# Interlayer exchange coupling from quantum interference: an exactly solvable Fe/Au/Fe(001) model

## Statement

Two ferromagnets A and B enclose a spacer of thickness $D$, and their magnetisations make an angle $\theta$. The coupling energy per area is the $\theta$-dependent part of the grand potential of independent electrons at fixed chemical potential $\mu=\varepsilon_F$,

$$E(\theta)=J_0+J_1\cos\theta+J_2\cos^2\theta+\dots,$$

so $J_1>0$ favours antiparallel alignment. A spacer electron with normal wave vector $k$ is reflected with amplitude $r^\uparrow$ (majority) or $r^\downarrow$ (minority), referred to the interface plane. Put $\bar r=(r^\uparrow+r^\downarrow)/2$ and $\Delta r=(r^\uparrow-r^\downarrow)/2$.

**General formula** (P. Bruno, 1995). For a free-electron spacer of mass $m$, weak confinement (one round trip) and large $D$,

$$J_1=\frac{\hbar^2k_F^2}{4\pi^2mD^2}\,\mathrm{Im}\!\left(\Delta r_A\Delta r_B\,e^{2ik_FD}\right)\frac{y}{\sinh y},\qquad y=\frac{2\pi k_BTD}{\hbar v_F},\tag{1}$$

with the amplitudes taken at $\varepsilon_F$ and normal incidence. For an insulating spacer $k_F=i\kappa$, and (1) becomes

$$J_1=-\frac{\hbar^2\kappa^2}{4\pi^2mD^2}\,\mathrm{Im}\!\left(\Delta r_A\Delta r_B\right)e^{-2\kappa D}\,\frac{y'}{\sin y'},\qquad y'=\frac{2\pi k_BTDm}{\hbar^2\kappa}.\tag{2}$$

**Model.** All regions share the band bottom and the in-plane mass $m$. In the magnets the majority electrons keep the mass $m$ along the normal $z$ and the minority electrons have the normal mass $M$:

$$H=\frac{p_\parallel^2}{2m}+\frac12\,p_z\,\hat m^{-1}(z)\,p_z ,$$

where $\hat m$ is a spin matrix, diagonal along the local magnetisation. Then $r^\uparrow=0$, and $r^\downarrow=\rho=(\sqrt M-\sqrt m)/(\sqrt M+\sqrt m)$ is independent of energy. With $x=2k_FD$, $s=\rho^2\cos^2(\theta/2)$, $C=\hbar^2k_F^4/(2\pi^2m)$, the spherical Bessel function $j_2$ and $\mathrm{Li}_p(z)=\sum_{n\ge1}z^n/n^p$, the exact result at $T=0$ is

$$E=-C\sum_{n\ge1}\frac{s^n}{n}\,\frac{j_2(nx)}{nx}
=C\left[\frac{\mathrm{Im\,Li}_3}{x^2}+\frac{3\,\mathrm{Re\,Li}_4}{x^3}-\frac{3\,\mathrm{Im\,Li}_5}{x^4}\right]_{z=se^{ix}},\tag{3}$$

$$J_1=C\left[\frac{\mathrm{Im\,Li}_2}{x^2}+\frac{3\,\mathrm{Re\,Li}_3}{x^3}-\frac{3\,\mathrm{Im\,Li}_4}{x^4}\right]_{z=s_0e^{ix}},\qquad s_0=\frac{\rho^2}{2}.\tag{4}$$

The term of (4) that is first order in $s_0$ and leading in $1/x$ is $Cs_0\sin x/x^2$. This is (1) at $T=0$ with $\Delta r_A=\Delta r_B=-\rho/2$.

## Proof

**Reflection amplitude.** At normal energy $\varepsilon=\hbar^2k^2/2m$ the minority wave vector in the magnet is $k'=k\sqrt{M/m}$. Hermiticity of $H$ makes $\psi$ and $\hat m^{-1}\partial_z\psi$ continuous, so $1+r=t$ and $(k/m)(1-r)=(k'/M)\,t$. Because $k'/M=k/\sqrt{mM}$, the factor $k$ cancels and $r=\rho$.

**Counting states.** Close each magnet by a hard wall at depth $L$, and let $\tilde R_A,\tilde R_B$ be the $2\times2$ spin matrices of reflection. A level exists when a round trip reproduces the wave, $\det(1-\tilde R_A\tilde R_Be^{2ikD})=0$. Multiplying by the denominators of $\tilde R_{A,B}$ and by $e^{-2ikD}$, none of which depends on $\theta$, gives an entire function of $\varepsilon$ proportional to $\prod_n(1-\varepsilon/\varepsilon_n)$. Each factor has phase $-\pi$ at $\varepsilon+i0$ once $\varepsilon>\varepsilon_n$, so the number of levels below $\varepsilon$ is $-\pi^{-1}\mathrm{Im}\ln$ of this function. Above the real axis the echo from the outer wall decays exponentially with $L$, and $\tilde R\to R$. The interference part of the count is

$$\Delta N(\varepsilon)=-\frac1\pi\,\mathrm{Im}\ln\det\!\left(1-R_AR_Be^{2ikD}\right),$$

on the branch that vanishes for $\varepsilon\to-\infty$.

**Grand potential.** Here $\Omega=-\int N f\,d\varepsilon$ with the Fermi function $f$. The in-plane motion gives $\int d^2k_\parallel/(2\pi)^2=(m/2\pi\hbar^2)\int d\varepsilon_\parallel$, and $R$ depends on $\varepsilon$ alone. Hence

$$E=\frac{m}{2\pi^2\hbar^2}\,\mathrm{Im}\int d\varepsilon\,\Phi(\varepsilon)\ln\det\!\left(1-R_AR_Be^{2ikD}\right),\qquad \Phi=k_BT\ln\!\left(1+e^{(\mu-\varepsilon)/k_BT}\right).\tag{5}$$

$\Phi''=-f'$, and at $T=0$ $\Phi=\varepsilon_F-\varepsilon$ below $\varepsilon_F$ and zero above.

**General formula.** Write $R=\bar r+\Delta r\,\boldsymbol\sigma\cdot\mathbf n$. To one round trip $\ln\det\approx-\mathrm{tr}(R_AR_B)e^{2ikD}$, with $\mathrm{tr}(R_AR_B)=2(\bar r_A\bar r_B+\Delta r_A\Delta r_B\cos\theta)$. Therefore

$$J_1=-\frac{m}{\pi^2\hbar^2}\,\mathrm{Im}\int d\varepsilon\,\Phi\,\Delta r_A\Delta r_B\,e^{2ikD}.\tag{6}$$

For large $D$ the fast phase cancels everything except the neighbourhood of $\varepsilon_F$, where $\Phi$ bends. This is the stationary point $k_\parallel=0$ of the Fermi sphere. There $2kD\approx2k_FD+b\,\xi$, with $\xi=\varepsilon-\varepsilon_F$ and $b=2D/\hbar v_F$. Two integrations by parts give

$$\int\Phi\,e^{ib\xi}d\xi=-\frac1{b^2}\int(-f')\,e^{ib\xi}d\xi=-\frac{1}{b^2}\,\frac{\pi bk_BT}{\sinh\pi bk_BT}.$$

Since $\pi bk_BT=y$ and $m/(\pi^2\hbar^2b^2)=mv_F^2/4\pi^2D^2$, this is (1). For a barrier $e^{2ikD}\approx e^{-2\kappa D}e^{b'\xi}$ with $b'=2Dm/\hbar^2\kappa$. Replacing $ib$ by $b'$ reverses the sign and turns $\sinh$ into $\sin$, which is (2). That integral converges only for $y'<\pi$. The coupling grows with $T$ because thermally excited electrons see a lower barrier.

**Exact solution.** In the model $R=\rho P$, where $P$ projects on the local minority spin. The product $P_AP_B$ has rank at most one and trace $\cos^2(\theta/2)$, so $\det=1-se^{2ikD}$. For $\varepsilon<0$ and $s<1$ this is real and positive and contributes nothing. With $k=k_Fu$, (5) becomes

$$E=\frac C2\int_0^1du\,(1-u^2)\,u\;\mathrm{Im}\ln\!\left(1-se^{ixu}\right).$$

Expand the logarithm and use $\int_0^1(1-u^2)u\sin(xu)\,du=2j_2(x)/x$ and

$$-\frac{j_2(x)}{x}=\frac1{x^2}\,\mathrm{Im}\left[e^{ix}\left(1+\frac{3i}{x}-\frac{3}{x^2}\right)\right].\tag{7}$$

This gives (3). Since $s=s_0(1+\cos\theta)$, $J_1=s_0\,\partial E/\partial s$ at $s=s_0$, and $s\,\partial_s\mathrm{Li}_p=\mathrm{Li}_{p-1}$ gives (4).

**What (1) leaves out.** Equation (7) displays the large-$D$ approximation: the exact one-round-trip coupling has its phase advanced by about $3/x$ and its amplitude multiplied by $(1+3/x^2+9/x^4)^{1/2}$. The second round trip displays the weak-confinement approximation. Its leading term $Cs_0^2(1+\cos\theta)^2\sin2x/8x^2$ adds to $J_1$ a harmonic whose amplitude is $s_0/4=\rho^2/8$ of the envelope $Cs_0/x^2$, and creates $J_2$ with amplitude $\rho^2/16$ of the envelope.

## Numbers for a gold spacer

Inputs: a typical fcc lattice constant $a=0.408$ nm, one free electron per atom, the free mass, and $D=Nd$ with the (001) layer spacing $d=a/2=0.204$ nm. Then $k_F=(12\pi^2)^{1/3}/a=12.04$ nm$^{-1}$, $\varepsilon_F=5.52$ eV, $v_F=1.393\times10^6$ m/s, $C=12.98$ J/m$^2$ and $x=4.911\,N$. Sampled at integer $N$, the oscillation appears with the period $2\pi/(2\pi-4.911)=4.58$ layers. The choice $r^\uparrow=0$ mimics the approximate situation at Fe/Au(001), where near normal incidence majority electrons pass much more easily than minority electrons. The value $M=9m$, that is $\rho=1/2$ and $s_0=1/8$, is an illustrative input. All energies in the table are in mJ/m$^2$ at $T=0$.

| $N$ | $x$ | envelope $Cs_0/x^2$ | formula (1) | one round trip, exact | all orders, (4) |
|---|---|---|---|---|---|
| 5 | 24.55 | 2.691 | −1.471 | −1.188 | −1.268 |
| 8 | 39.29 | 1.051 | 1.051 | 1.048 | 1.044 |
| 10 | 49.11 | 0.673 | −0.616 | −0.599 | −0.614 |
| 20 | 98.22 | 0.168 | −0.124 | −0.127 | −0.122 |

The step from the fourth to the fifth column is mainly the phase shift $3/x$, which is 0.122 rad at $N=5$ and 0.031 rad at $N=20$. It has almost no effect near an extremum, as at $N=8$. The step to the last column is of order $1/32$ of the envelope and does not shrink with $N$ relative to it. Large $D$ repairs the first approximation but never the second.

These figures test (1) inside the model and do not predict the coupling of real Fe/Au/Fe. The Fermi surface of gold is not a sphere and has two extremal spanning vectors along [001]. Each contributes a term of the structure (1) with its own wave vector, curvature, velocity and complex $\Delta r$.

## Strong confinement: four subbands

For $M\to\infty$, $\rho=1$ and $\partial_z\psi=0$ on the spacer side of each interface. At $\theta=\pi$, $s=0$ and $E=0$. At $\theta=0$ the minority electrons fill subbands $k_n=n\pi/D$, $n=0,1,\dots$, each with grand potential $-(m/4\pi\hbar^2)(\varepsilon_F-\varepsilon_n)^2$. With $\nu=k_FD/\pi$, remove the bulk term $\int_0^\nu(1-n^2/\nu^2)^2dn=8\nu/15$ and the term $1/2$ of the two separate interfaces, both present also at $\theta=\pi$:

$$E(0)-E(\pi)=-\frac{\pi C}{8}\left[\sum_{n=0}^{\lfloor\nu\rfloor}\left(1-\frac{n^2}{\nu^2}\right)^2-\frac12-\frac{8\nu}{15}\right].\tag{8}$$

Poisson summation turns the bracket into $2\nu\sum_{p\ge1}\int_0^1(1-u^2)^2\cos(pxu)\,du$. With $\int_0^1(1-u^2)^2\cos(xu)\,du=8j_2(x)/x^2$ and $\nu=x/2\pi$, this reproduces (3) at $s=1$ term by term. Level counting alone thus confirms the sign and the prefactor. For $N=5$, $\nu=3.908$, four subbands are occupied, the bracket is $2.52\times10^{-3}$ and $E(0)-E(\pi)=-12.86$ mJ/m$^2$. Half of it, $J_1+J_3+\dots=-6.43$ mJ/m$^2$, compares with $-5.88$ mJ/m$^2$ from (1) at $\rho=1$. Higher round trips enter $E(0)$ with weight $1/n^3$, so (1) keeps the right scale even for total reflection.

## Temperature

Because $\Phi''=-f'$, (5) at temperature $T$ is exactly the $T=0$ result, as a function of $\varepsilon_F$, averaged with the weight $-f'$. The one-round-trip coupling is $(Cs_0/x^4)\,\mathrm{Im}\,Q$ with $Q=e^{ix}(x^2+3ix-3)$, and $C/x^4$ does not depend on $\varepsilon_F$. Since $x\propto\varepsilon_F^{1/2}$, $d/d\varepsilon_F=(x^2/2\varepsilon_F)\,\mathcal D$ with $\mathcal D=x^{-1}d/dx$ and an energy-independent prefactor. One finds $\mathcal D^2Q=-e^{ix}$ and $\mathcal D^4Q=e^{ix}(x^{-2}+ix^{-3})$. The Sommerfeld series, with coefficients $\pi^2/6$ and $7\pi^4/360$ and $y=\pi k_BTx/2\varepsilon_F$, gives

$$\langle Q\rangle=Q-\frac{y^2}{6}x^2e^{ix}+\frac{7y^4}{360}\left(x^2+ix\right)e^{ix}+\dots$$

The $x^2$ terms are the expansion $y/\sinh y=1-y^2/6+7y^4/360-\dots$ The thermal change predicted by (1) is therefore exact to order $T^2$ for one round trip, and the first departure is of order $y^4/x$. For $N=10$ ($D=2.04$ nm) at 300 K, $y=0.361$ and $y/\sinh y=0.9786$. Formula (1) moves from $-0.616$ to $-0.603$ mJ/m$^2$, and the exact one-round-trip value from $-0.599$ to $-0.585$ mJ/m$^2$. The free-electron shift of $\mu$ at fixed density changes $x$ by $(\pi^2/24)(k_BT/\varepsilon_F)^2x=4.4\times10^{-4}$ rad, which is negligible.

The damping is only 2.1 %, and other effects rival it. Its logarithmic slope is $(1-y\coth y)/T=-1.4\times10^{-4}$ K$^{-1}$.

- Free expansion leaves $x$ unchanged but scales $C$ as $a^{-4}$. The measured linear expansion of Au, $14.2\times10^{-6}$ K$^{-1}$ (293 K; Kaye and Laby Online, NPL), gives $-5.7\times10^{-5}$ K$^{-1}$.
- A gold film clamped in plane to iron, whose measured expansion is $11.8\times10^{-6}$ K$^{-1}$ (same source), acquires an in-plane strain $e=-2.4\times10^{-6}$ per kelvin and a normal strain $e_z=-2(C_{12}/C_{11})e$. With the measured $C_{11}=192.44$ GPa and $C_{12}=162.98$ GPa of Au (room temperature; as listed by D. N. Blaschke), $d\ln x/dT=e_z-(2e+e_z)/3=4.3\times10^{-6}$ K$^{-1}$. At $N=10$ the phase drifts by $2.1\times10^{-4}$ rad/K.
- $\Delta r$ is held fixed, which requires $T$ far below the measured Curie temperature of Fe, 1043 K (as listed by Marian Arale Brännvall 2024). A fall of each $\Delta r$ by 1 % lowers $|J_1|$ by 2 %, as much as the whole factor.
- If the phase $\phi$ of $\Delta r_A\Delta r_B$ varies with $k$, linearising the total phase replaces $D$ by $D+\frac12\,d\phi/dk$ in the prefactor and in $y$. In the model $\phi=0$.

## Insulating spacer

Raise the spacer band bottom to $U>\varepsilon_F$ and keep the magnets. Matching as before with $k\to i\kappa$ in the spacer gives $r^\sigma=(i\kappa-k_\sigma)/(i\kappa+k_\sigma)$. Here $k_\uparrow=k$ and $k_\downarrow=k\sqrt{m/M}$ are $m/\hbar$ times the normal velocities in the magnet, with $\hbar^2k^2/2m=\varepsilon$ and $\hbar^2\kappa^2/2m=U-\varepsilon$. Then $\Delta r=i\kappa(k_\downarrow-k_\uparrow)/[(i\kappa+k_\uparrow)(i\kappa+k_\downarrow)]$ and

$$g\equiv\mathrm{Im}\,\Delta r^2=\frac{2\kappa^3(k_\uparrow-k_\downarrow)^2(k_\uparrow+k_\downarrow)(k_\uparrow k_\downarrow-\kappa^2)}{(\kappa^2+k_\uparrow^2)^2(\kappa^2+k_\downarrow^2)^2}.$$

By (2) the coupling does not oscillate. It is ferromagnetic for $\kappa^2<k_\uparrow k_\downarrow$ and antiferromagnetic for $\kappa^2>k_\uparrow k_\downarrow$. Further round trips cost further factors $e^{-2\kappa D}$, so weak confinement holds although $|r^\sigma|=1$. Expanding the $T=0$ integrand of (6), which is proportional to $(\kappa'^2-\kappa^2)\,\kappa'\,g(\kappa')\,e^{-2\kappa'D}$, about $\kappa'=\kappa$ multiplies (2) by $1+3/(2\kappa D)+g'/(gD)+\dots$

Take $M=9m$, the same $k_F$ in the magnets, and $U-\varepsilon_F=\varepsilon_F/9=0.613$ eV, so $\kappa=k_F/3=4.01$ nm$^{-1}$. Then $g=4/25$, $g'/g=-4/(9\kappa)$, and the relative correction is $19/(18\kappa D)$. For $D=1.02$ nm, $\kappa D=4.09$ and $e^{-2\kappa D}=2.79\times10^{-4}$. Formula (2) gives $J_1=-0.21$ µJ/m$^2$ at $T=0$, and the next term raises the magnitude by 26 %. At 300 K, $y'=0.542$ and $y'/\sin y'=1.051$. Equation (6) gives $d^2J_1/d\varepsilon_F^2=-(m/\pi^2\hbar^2)\,g\,e^{-2\kappa D}$ at $T=0$ without any large-$D$ approximation, so the $T^2$ term equals the zero-temperature value of (2) times $y'^2/6$. The same Fermi-edge average that damps the metallic oscillation enhances the tunnelling coupling.